**Question**

Slabs of hcp titanium (a = 2.900, c = 4.591 Å), cut from the relaxed bulk along planes indexed in the conventional cell, computed with Ansatz 0.2.0 (PBEsol, plane-wave PAW, scalar-relativistic, no spin polarisation). The cutoff is 420 eV, the Gaussian smearing 0.1 eV and the vacuum 15 Å. Surface energies are the mean of both faces, before and after the atoms relax.

```csv
facet,planes,slab thickness as cut,surface energy unrelaxed (J/m²),surface energy relaxed (J/m²),work function top relaxed (eV),surface area (Å²)
(0 0 1),5,9.18 Å,2.291,2.158,4.570,7.29
(0 0 1),6,11.48 Å,2.290,2.168,4.511,7.29
(0 0 1),7,13.77 Å,2.287,2.163,4.525,7.29
(1 0 0),10,11.72 Å,2.674,2.462,3.443,13.32
(1 0 1),10,9.18 Å,2.187,2.122,4.110,15.18
```

A simple estimate of surface energy counts the bonds that a cut breaks and charges the same price for each. In hcp titanium every atom has twelve nearest neighbours. Per surface cell, the cuts in the table break 3 nearest-neighbour pairs on (0 0 1), 7 on (1 0 1) and 8 on (1 0 0).

(a) Fix the price of a pair on (0 0 1) and predict the unrelaxed surface energy of (1 0 1).
(b) Does the count fail, and could another price per pair save it?
(c) What does the count leave out?

**Model answer**

(a) Cutting a crystal breaks $n$ pairs in each surface cell of area $A$ and exposes two faces. If each pair costs $\varepsilon$, the surface energy is

$$\gamma = \frac{n\,\varepsilon}{2A}.$$

The price cancels when two facets are compared, and only the density of broken pairs $n/A$ remains. It is $3/7.29 = 0.41$ per Å² on (0 0 1) and $7/15.18 = 0.46$ per Å² on (1 0 1), which is 12 % more. The mean of the three unrelaxed (0 0 1) slabs, 2.289 J/m², therefore becomes about 2.57 J/m² for (1 0 1).

(b) The calculation gives 2.187 J/m², so the count is 17 % too high. Worse, it has the order wrong: (1 0 1) breaks more pairs per area than (0 0 1) and yet costs less. No choice of $\varepsilon$ can mend that, because a common price raises or lowers all facets together. Thickness hardly moves the (0 0 1) energy, even for a slab as thin as the (1 0 1) one; (1 0 1) itself was run at one thickness only.

On (1 0 0) the count gets the rank right, as this facet is the dearest, but it overshoots by 25 %. Relaxation is not to blame, since these are energies of unrelaxed slabs. Letting the atoms move leaves the count too high on both facets.

(c) The table can't single out what is missing, but one candidate is plain: the count stops at the first shell of neighbours. The next shell, six atoms at about 4.1 Å, is arranged quite differently. Six of the twelve nearest neighbours lie in an atom's own basal plane, so a (0 0 1) cut spares them and takes only three of the twelve. None of the six second neighbours lies in that plane, and the same cut takes three of the six.

The close-packed face is thus gentle on the first shell and hard on the second. For the two other cuts the balance shifts the other way: they break more first-shell pairs per area but fewer second-shell pairs. If the second shell matters, (0 0 1) loses part of its advantage. The same reasoning serves for another facet: count each shell separately, and ask how many of its atoms the cut leaves on the same side.

There is good reason for titanium not to obey one price per pair. Its bonding comes largely from a partly filled d band, whose electrons are shared among many atoms and whose orbitals point in definite directions. The energy of a surface atom then depends on the wider arrangement around it. This argues against pair counting in general rather than for the second shell: d–d hopping is expected to fall roughly as the fifth power of distance, so direct bonding at 4.1 Å should be weak. The table doesn't divide the energy into shells.

A second price, for second-shell pairs, puts the idea to a test. The two prices were set by the unrelaxed (0 0 1) and (1 0 0) energies, and (1 0 1) was then predicted. The result, 2.27 J/m², is 4 % too high instead of 17 %. It falls just below (0 0 1), as it should, though by much less than the calculated 0.10 J/m². The analysis printed below gives the details.

**Remarks on the reasoning**

*A square-root correction makes matters worse.* In a simple d-band picture the binding of an atom grows as the square root of its number of neighbours, so each further bond lost costs more than the last. That penalises open faces, whose outer atoms lose most. On (1 0 0) the error rises from 25 to 33 %. So this correction, with all twelve neighbours weighted alike, can't rescue the count. They are not quite alike: the six between basal planes lie at 2.84 Å, the six within a plane at 2.900 Å, and (0 0 1) breaks only the shorter kind. Weighting those more heavily is expected to lessen the miss.

*The second price is not a bond energy.* It comes out at about two thirds of the first, which is high for atoms so far apart. Together the two prices would bind the bulk by only 3.3 eV per atom, against a measured value of roughly 4.9 eV, as far as I recall; the single price, at about 4.2 eV, falls short too. The second price probably absorbs other effects, such as the smoothing of electrons over open faces. The second shell was also brought in only after the simple count had missed. Nor can the test say which pairs deserve the second price. The pairs along c, 4.591 Å apart, are broken 2, 0 and 2 times on (0 0 1), (1 0 0) and (1 0 1), and for these cuts the second-shell counts are just half the first-shell counts plus three quarters of these; pricing them instead must give the same 2.27 J/m². Pricing the first shell's inter-plane and in-plane pairs separately would also restore the order, since (1 0 1) breaks only 3 inter-plane pairs on about twice the area of (0 0 1), though it is expected to put (1 0 1) too low. What the three share is a higher price for bonding across basal planes; the table doesn't identify its source.

*A Miller index doesn't fix the surface.* Planes along (1 0 0) are spaced alternately narrow and wide. Ten of them measure 11.72 Å if the cut runs through a narrow gap and 10.88 Å if it runs through a wide one; the table shows the former. The wide-gap cut would break 6 pairs instead of 8 and is expected to be the more stable one, though it wasn't calculated, so 2.462 J/m² should not be taken as the energy of the preferred (1 0 0) surface. The second price rests on this narrow-gap cut. The wide-gap cut would break 6 second-shell pairs as well, the same proportion as (0 0 1), so there the two-shell count would give no more than the simple one.

*The order is less secure after relaxation.* The lead of (1 0 1) shrinks to 0.04 J/m², and this facet was calculated at only one thickness. The run also warns that the k mesh lowers the symmetry on this facet, and that the exchange-correlation potential is rough in the thin density outside every slab. The misses of the simple count are several times larger and don't hang on that small difference.

Printed output of the fit:

```
Broken pairs and their cost before relaxation:
      row  first shell per Å²  second shell per Å²  eV per first-shell pair
  (0 0 1)              0.4115               0.4115                   0.6949
  (0 0 1)              0.4115               0.4115                   0.6946
  (0 0 1)              0.4115               0.4115                   0.6937
  (1 0 0)              0.6006               0.3003                   0.5558
  (1 0 1)              0.4611               0.3294                    0.592
Unrelaxed surface energy in J/m²:
      row  calculated  first-shell count  square-root law  two shells
  (0 0 1)       2.291              2.289            2.289       2.289
  (0 0 1)        2.29              2.289            2.289       2.289
  (0 0 1)       2.287              2.289            2.289       2.289
  (1 0 0)       2.674              3.341            3.554       2.674
  (1 0 1)       2.187              2.565            2.605       2.273
Thickness of ten (1 0 0) planes if cut through the narrow gap, Å: 11.72
Thickness of ten (1 0 0) planes if cut through the wide gap, Å: 10.88
First-shell count too high for (1 0 1), unrelaxed, percent: 17.3
First-shell count too high for (1 0 0), unrelaxed, percent: 24.95
First-shell count too high for (1 0 1), relaxed, percent: 14.22
First-shell count too high for (1 0 0), relaxed, percent: 28.22
Square-root law too high for (1 0 1), unrelaxed, percent: 19.13
Square-root law too high for (1 0 0), unrelaxed, percent: 32.91
Two-shell prediction too high for (1 0 1), unrelaxed, percent: 3.914
Two-shell prediction too high for (1 0 1), relaxed, percent: -0.1452
Second-shell constant over first-shell constant, unrelaxed: 0.6649
Second-shell constant over first-shell constant, relaxed: 0.7863
Bulk binding that the two unrelaxed constants would imply, eV per atom: 3.335
Mean (0 0 1) less (1 0 1), unrelaxed, J/m²: 0.1023
Mean (0 0 1) less (1 0 1), relaxed, J/m²: 0.041
Spread of relaxed (0 0 1) with thickness, J/m²: 0.01
Work function, mean (0 0 1) less (1 0 0), eV: 1.092
```
